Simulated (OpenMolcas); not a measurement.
**AlH2Cl (SMILES [AlH2][Cl]): methods side by side**

AlH2Cl: 4 atoms, total charge 0, spin state singlet. As SMILES, `[AlH2][Cl]`. Geometry: a GFN2-xTB relaxation, a rough one for these elements and not checked as a minimum.

```xyz
4

Al   -0.0629    0.0066   -0.0735
Cl    1.2461   -0.1310    1.4504
H    -1.3127   -0.8852   -0.1542
H     0.1295    1.0096   -1.2227
```

Each level gives the energy change with the Al1–Cl2 bond stretched from 2.014 to 4.027 Å (eV). The values are calculated.

| level | kind | program | value (eV) | less FCI/STO-3G | CPU time (all runs) |
| --- | --- | --- | --- | --- | --- |
| HF/STO-3G (restricted) | Hartree–Fock | OpenMolcas | 6.95 | +1.03 | 2.8 s |
| M06-2X/STO-3G (restricted) | hybrid meta-GGA | OpenMolcas | 6.32 | +0.40 | 7.8 s |
| B2PLYP/STO-3G (restricted) | double hybrid | OpenMolcas | 5.89 | -0.03 | 6.2 s |
| MP2/STO-3G (restricted) | perturbation theory | OpenMolcas | 6.62 | +0.70 | 2.9 s |
| MRCI(2,2)/STO-3G | multireference | OpenMolcas | 5.92 | 0.00 | 3.1 s |
| CISD/STO-3G (restricted) | coupled cluster or CI | OpenMolcas | 6.27 | +0.35 | 3.1 s |
| FCI/STO-3G | exact in the basis | OpenMolcas | 5.92 | 0.00 | 6.7 s |

FCI/STO-3G is exact within its basis and frozen core, so for wave-function methods in that basis the difference is their error; functionals converge differently with the basis, so for them it is only a difference. Spin-restricted single references rise too steeply as a bond breaks, Hartree–Fock most of all. The first shape isn't each level's own minimum. The values span 5.89 to 6.95 eV. All rows use very small basis sets, so even the best lies far from the true value. Times are those of the runs behind each value, whatever else they computed, on shared processors of several kinds: orders of magnitude only.

Among the wave-function methods, the error follows how well each treats the near-degeneracy that develops as the Al–Cl σ bond is stretched. The bonding and antibonding σ levels draw together, and the singlet needs both the σ² and σ*² configurations to describe two radical-like fragments, AlH2 and Cl. A single closed-shell determinant instead retains too much ionic character, which puts Hartree–Fock 1.03 eV too high. MP2 removes only part of this, since it treats as a small perturbation a configuration that has become important. CISD includes σ*² but not the full set of single and double excitations from it, leaving an error of 0.35 eV. MRCI(2,2) supplies these and matches FCI to the printed precision. The closeness of B2PLYP to FCI probably reflects cancellation between its exchange and correlation parts rather than a proper description of the separating pair. Agreement at this one stretch does not establish that either method follows the FCI curve at intermediate distances.
